**Q:** I expected the disturbance around a Cr atom in GaP to fade with distance. Does the electric field gradient at the nuclei do that?

Ansatz 0.2.0, plane waves, PBE, default PAW datasets, scalar-relativistic; cutoff 420 eV; spin-polarised where moments are started, atoms relaxed. Host GaP, Ga replaced by Cr, charge +0, supercell of 54 atoms, mesh 2x2x2. Vzz: largest principal field gradient. Asymmetry: (Vxx - Vyy)/Vzz.

| atom | like atoms | distance from the defect (Å) | site moment (muB) | Vzz (1e21 V/m^2) | asymmetry | potential at the nucleus less that at the nearest site of the element (V) |
| --- | --- | --- | --- | --- | --- | --- |
| Cr1 | 1 | 0.00 | 2.49 | 0.00 | n/a | 0.00 |
| P28 | 4 | 2.32 | -0.05 | -3.11 | 0.00 | 0.00 |
| Ga2 | 12 | 3.85 | 0.01 | 0.71 | 0.25 | 0.00 |
| P33 | 12 | 4.52 | 0.00 | -0.10 | 0.58 | 0.10 |
| Ga15 | 6 | 5.45 | 0.00 | -0.01 | 0.64 | 0.00 |
| P29 | 6 | 5.94 | 0.00 | 0.82 | 0.06 | 0.15 |
| Ga5 | 4 | 6.68 | 0.00 | -0.03 | 0.00 | 0.01 |
| Ga9 | 4 | 6.68 | 0.00 | -0.06 | 0.00 | 0.01 |
| P41 | 4 | 7.08 | 0.00 | 0.04 | 0.00 | 0.10 |
| P54 | 1 | 7.08 | 0.00 | 0.00 | n/a | 0.10 |

**A:** Broadly yes, with one large exception. In perfect GaP each atom has four equal neighbours in a tetrahedron, and the gradient at its nucleus vanishes. Cr itself keeps four equal neighbours, so its gradient is zero too. Around it some bonds become unequal, and the electrons of each atom's own p shell follow. Because they sit close to the nucleus, a slight imbalance among them can outweigh a distant charge.

The size of Vzz, the largest component of the gradient, is 3.11 (in $10^{21}$ V/m²) one bond from Cr and 0.71 two bonds away. At four or five bonds it is 0.06 or less, in no clear order. Ga and P respond differently, so this ordering is only a rough guide.

**Q:** And the exception? P29 is farther from Cr than P33, yet its gradient is eight times as large.

**A:** Both are three bonds from Cr, so neither distance nor bond count explains the difference. One difference is the shape of the route. Two three-bond paths lead from Cr to P33, both twisted, while the only one from Cr to P29 is a flat zigzag.

Ethane offers a simpler case of the same geometry. Two C–H bonds on neighbouring carbons interact more strongly when they point in opposite directions (anti) than when they are twisted to 60° (gauche), because the filled orbital of one bond overlaps better with the empty antibonding orbital of the other. I expect the flat zigzag in GaP to pass on the change in bonding better for the same reason. The analogy covers only this dependence on angle, not the size of a field gradient, and the calculation did not isolate the effect.

**Q:** The cell is small. Could P29 simply be feeling two Cr atoms?

**A:** It does feel two: it is equally far from Cr and a periodic copy, close to the line between them, so its value isn't that of an isolated defect. But if two equal contributions simply add, they can at most double the result. In that case, and if more distant copies matter little, one Cr alone would give at least $0.82/2=0.41$, still four times the value at P33. On those assumptions the copy explains at most a factor of two, not eight.

**Q:** Would a point charge at each Cr site give the same pattern?

**A:** No. Take P29 as a test. A point source contributes in proportion to $(3\cos^2\theta-1)/r^3$, where $r$ is its distance and $\theta$ the angle between the line to it and the chosen direction. Along the line joining the two Cr atoms, $\cos^2\theta=18/19$ for each, so together they give $2\times35/19$. A single source gives 2 along its own axis, so the pair is worth $35/19$ of one. Scaling from the bonded atom P28 gives

$$V_{zz}\approx-3.11\left(\frac{2.32}{5.94}\right)^3\frac{35}{19}\approx-0.34 .$$

The calculation gives $+0.82$: the opposite sign and more than twice the size. P28 set the scale for P, so its own agreement is no test. Being bonded to Cr, it may also be a poor choice of scale, but P33 has a negative gradient too, so scaling from P33 would still give the wrong sign at P29.

The output printed below repeats this for the other sites, with Ga scaled from Ga2 and only the nearest Cr atoms counted. The model gets the sign right at P33, Ga5, Ga9 and P41, but makes those gradients roughly three to seven times too large. At Ga15 it predicts 0.25, where the calculation gives almost nothing. P54 is no test: it has four Cr atoms around it in a tetrahedron, so its gradient is zero by symmetry in any model.

**Q:** Then is the zigzag route the proven cause?

**A:** No, at least two other causes remain open. One is strain: the atoms were relaxed, and the bonded P moved 0.04 Å towards Cr. The distances of the farther shells hardly change, but that is weak evidence for P29. Symmetry lets it move only in a direction that barely alters its distance from Cr.

The other is the electronic state. This PBE calculation has no gap, and the partly filled band may contribute to the gradient at P29. The site moment of 0.00 there gives no sign of this, but doesn't rule it out, because opposite spins can cancel. States on the two Cr atoms can overlap there, so their effects needn't simply add, and PBE tends to spread such states too far from Cr. The gradient may also shift with a finer k mesh, which was not tried. Repeating the calculation with the atoms on ideal lattice sites would test the strain, and a larger cell would remove the nearby copy.

**Q:** Could I at least look for this exception with NMR?

**A:** Not through quadrupole splitting at P, because the $^{31}$P nucleus has spin 1/2 and shows none. The Ga atoms nearest to Cr do have a quadrupole coupling, though they can't show the exception at P29, and the unpaired electrons of Cr may broaden or hide their signal. Their gradient corresponds to a coupling constant of about 1.8 MHz for $^{71}$Ga. That figure belongs to the symmetric structure calculated here. Cr with this moment probably has one electron in a threefold level, which favours a distortion that this run did not contain, and such a distortion could change the gradients near Cr.

Before reading any far site in such a cell as the effect of a single Cr atom, check how many copies of Cr are equally near.

Printed output of the fit:

```
Field gradient in 1e21 V/m^2 against a point source scaled to the first shell of each element:
   row  bonds from Cr  equally near Cr  computed  one source  all equally near sources
   Cr1              0                1         0           0                         0
   P28              1                1     -3.11       -3.11                     -3.11
   Ga2              2                1      0.71        0.71                      0.71
   P33              3                1      -0.1     -0.4205                   -0.4205
  Ga15              4                1     -0.01      0.2503                    0.2503
   P29              3                2      0.82     -0.1853                   -0.3413
   Ga5              4                3     -0.03      0.1359                   -0.2039
   Ga9              4                3     -0.06      0.1359                   -0.2039
   P41              5                3      0.04     -0.1094                    0.1094
   P54              5                4         0     -0.1094                         0
Size of gradient at P29 over that at P33: 8.2
Least share of one Cr at P29 if two equal contributions add, 1e21 V/m^2: 0.41
That share over the gradient at P33: 4.1
Fall of gradient from P28 to P33, computed factor: 31.1
Fall from P28 to P33 by 1/r^3, factor: 7.395
Computed gradient at P29 over that of two point sources: -2.402
Distance of bonded P from Cr less that in unrelaxed GaP, angstrom: -0.04008
Largest such difference in farther shells, angstrom: 0.004676
Part of the total moment inside the Cr site, percent: 83
Potential at P29 less that at P33, V: 0.05
Potential at P29 less that at P41, V: 0.05
Quadrupole coupling constant eQVzz/h of 71Ga at Ga2, MHz: 1.837
```
